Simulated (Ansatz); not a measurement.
NbRu3C: the change of energy above lowest point and pressure with volume scale

Results calculated with Ansatz 0.2.0, not measured. Free energy against uniform scaling of the volume at fixed shape and fractions; periodic cell, basis, potentials, k mesh and filling as listed.

The cell before it is scaled or strained (space group Pm-3m, No. 221):
```
NbRu3C
1.0
      4.0651     0.0000     0.0000
      0.0000     4.0651     0.0000
      0.0000     0.0000     4.0651
Nb Ru C
1 3 1
Direct
  0.00000 0.00000 0.00000
  0.00000 0.50000 0.50000
  0.50000 0.00000 0.50000
  0.50000 0.50000 0.00000
  0.50000 0.50000 0.50000
```

Settings of every row: functional LDA; dispersion none; potentials PAW; wave cutoff 517.02 eV; density cutoff 2068.1 eV; k mesh 6x6x6; k shift 0x0x0; occupations fermi dirac; smearing width 0.1 eV; spin none.

Limits: coarse k mesh, up to 40 meV an atom off; the cell comes from a prototype or a list of computed structures and needn't be the stable phase.

| row | volume scale | V (Å³/atom) | energy above lowest point (meV/atom) | pressure (GPa) |
| --- | --- | --- | --- | --- |
| 1 | 0.94 | 12.629 | 0 | 0.98 |
| 2 | 0.96 | 12.898 | 4 | -5.61 |
| 3 | 0.98 | 13.166 | 18.4 | -11.47 |
| 4 | 1 | 13.435 | 42.1 | -16.68 |
| 5 | 1.02 | 13.704 | 74 | -21.31 |
| 6 | 1.04 | 13.973 | ? | ? |
| 7 | 1.06 | 14.241 | 159 | -29.05 |

Question: what energy above lowest point and pressure should row 6 give?

Worked fit of energy above lowest point. Take u = (V_r/V)^(2/3) − 1 with V_r = 13.3 Å³ an atom, which is twice the finite (Eulerian) strain; such expansions in the strain, on which the Birch-Murnaghan equation of state is built, carry the rest volume and the bulk modulus. The shown rows have u = 0.03511, 0.02067, 0.00677, -0.00671, -0.01975, -0.04455. Least squares give energy above lowest point = 29.09 − 1758.6 × u + 26259 × u² + 6338 × u³ meV/atom; a parabola predicts inner rows, each left out in turn, worse (root mean square 0.13 against 0.044 meV/atom). All shown rows lie on it to the printed digit. Its lowest point lies at u = 0.0331, or V = 12.67 Å³ an atom, and the curvature there gives the bulk modulus at fixed shape and fractions, B = (4/9)(1 + u)² E″(u)/V = 323 GPa. The withheld row has u = -0.03237, so the fit gives 29.09 − 1758.6 × (-0.03237) + 26259 × (-0.03237)² + 6338 × (-0.03237)³ = 113.3 meV/atom.

The calculation gave 113.3 meV/atom. The fit meets it to the printed digit.

Worked fit of pressure. Take u = (V_r/V)^(2/3) − 1 with V_r = 13.3 Å³ an atom, which is twice the finite (Eulerian) strain; such expansions in the strain, on which the Birch-Murnaghan equation of state is built, carry the rest volume and the bulk modulus. The shown rows have u = 0.03511, 0.02067, 0.00677, -0.00671, -0.01975, -0.04455. Least squares give pressure = −14.139 + 386.8 × u + 1214.1 × u² + 999 × u³ GPa; a parabola predicts inner rows, each left out in turn, worse (root mean square 0.021 against 0.0091 GPa). The rows lie off it by 0.00, 0.01, -0.01, 0.00, 0.00, 0.00. The pressure vanishes at u = 0.0330, or V = 12.67 Å³ an atom, and there the bulk modulus at fixed shape and fractions is B = −V dP/dV = (2/3)(1 + u) dP/du = 324 GPa. The withheld row has u = -0.03237, so the fit gives −14.139 + 386.8 × (-0.03237) + 1214.1 × (-0.03237)² + 999 × (-0.03237)³ = -25.42 GPa.

The calculation gave -25.41 GPa. The fit lies 0.01 GPa (0.033 % of the column's range) below it, one unit of the last digit.
